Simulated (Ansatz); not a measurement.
## Ligand exchange: C2H5F + GaH2I → C2H5I + GaH2F

Gas-phase species: C2H5F `CCF`, singlet; GaH2I `[GaH2][I]`, singlet; C2H5I `CCI`, singlet; GaH2F `[F][GaH2]`, singlet. The partners trade F for I: C–F and Ga–I bonds give way to C–I and Ga–F.

Shapes, held fixed at every level: PBE0-D4/def2-TZVP. Programs: Ansatz 0.2.0. The zero-point and thermal change to 298 K, harmonic and unscaled (PBE0-D4/def2-TZVP), is -3.2 kJ/mol.

```json
{"level": "SPW92/def2-TZVPP", "kind": "LDA", "ΔH(298 K) (kJ/mol)": "+11.9", "less CCSD(T)/def2-TZVPP": "+12.1", "CPU time (sum over the molecules)": "7.7 s"}
{"level": "r2SCAN-D4/def2-TZVPP", "kind": "meta-GGA", "ΔH(298 K) (kJ/mol)": "+7.0", "less CCSD(T)/def2-TZVPP": "+7.2", "CPU time (sum over the molecules)": "25 s"}
{"level": "wB97M-V/def2-TZVPP", "kind": "range-separated hybrid", "ΔH(298 K) (kJ/mol)": "+7.2", "less CCSD(T)/def2-TZVPP": "+7.4", "CPU time (sum over the molecules)": "56 s"}
{"level": "wB97X-V/def2-TZVPP", "kind": "range-separated hybrid", "ΔH(298 K) (kJ/mol)": "+7.3", "less CCSD(T)/def2-TZVPP": "+7.5", "CPU time (sum over the molecules)": "39 s"}
{"level": "B2PLYP/def2-TZVPP", "kind": "double hybrid", "ΔH(298 K) (kJ/mol)": "+2.4", "less CCSD(T)/def2-TZVPP": "+2.6", "CPU time (sum over the molecules)": "30 s"}
{"level": "CCSD/def2-TZVPP", "kind": "coupled cluster or CI", "ΔH(298 K) (kJ/mol)": "+3.7", "less CCSD(T)/def2-TZVPP": "+3.9", "CPU time (sum over the molecules)": "–"}
{"level": "CCSD(T)/def2-TZVPP", "kind": "coupled cluster or CI", "ΔH(298 K) (kJ/mol)": "-0.2", "less CCSD(T)/def2-TZVPP": "0.0", "CPU time (sum over the molecules)": "–"}
```

The highest level, CCSD(T)/def2-TZVPP, gives ΔH(298 K) = -0.2 kJ/mol; the levels span -0.2 to +11.9. That is about zero within the method's error. They disagree on the sign: 6 of 7 are positive. The column of differences is taken from that level and isn't an error. No measured value is set beside it here. For atoms past krypton def2 sets carry core potentials with scalar relativity. Relativity is left out for Ga. Outer-core shells of Ga, I are correlated, in sets that cover them unevenly. Times are processor times on shared x86 and Arm servers, and rough.

The exchange is close to thermoneutral: at CCSD(T) the preference for fluoride over iodide is nearly the same at carbon as at gallium. Both elements bind fluorine much more strongly than iodine, so the cost of giving up C–F for C–I is largely repaid by gaining Ga–F for Ga–I. Gallium is the more electropositive partner and gains more from the polarity of its fluoride bond, while carbon's compact valence orbitals overlap well with those of fluorine. The filled 3d shell, which shields poorly, probably also tempers gallium's preference for fluoride relative to aluminium's.

With so fine a balance, small terms decide the sign. The zero-point and thermal change of -3.2 kJ/mol is enough to carry the CCSD(T) result below zero, and perturbative triples shift the CCSD value of +3.7 towards the products. The close agreement of r2SCAN-D4 with the two range-separated hybrids therefore doesn't establish an endothermic reaction. Nor does a near-zero enthalpy fix the position of equilibrium, which also depends on the entropy change.
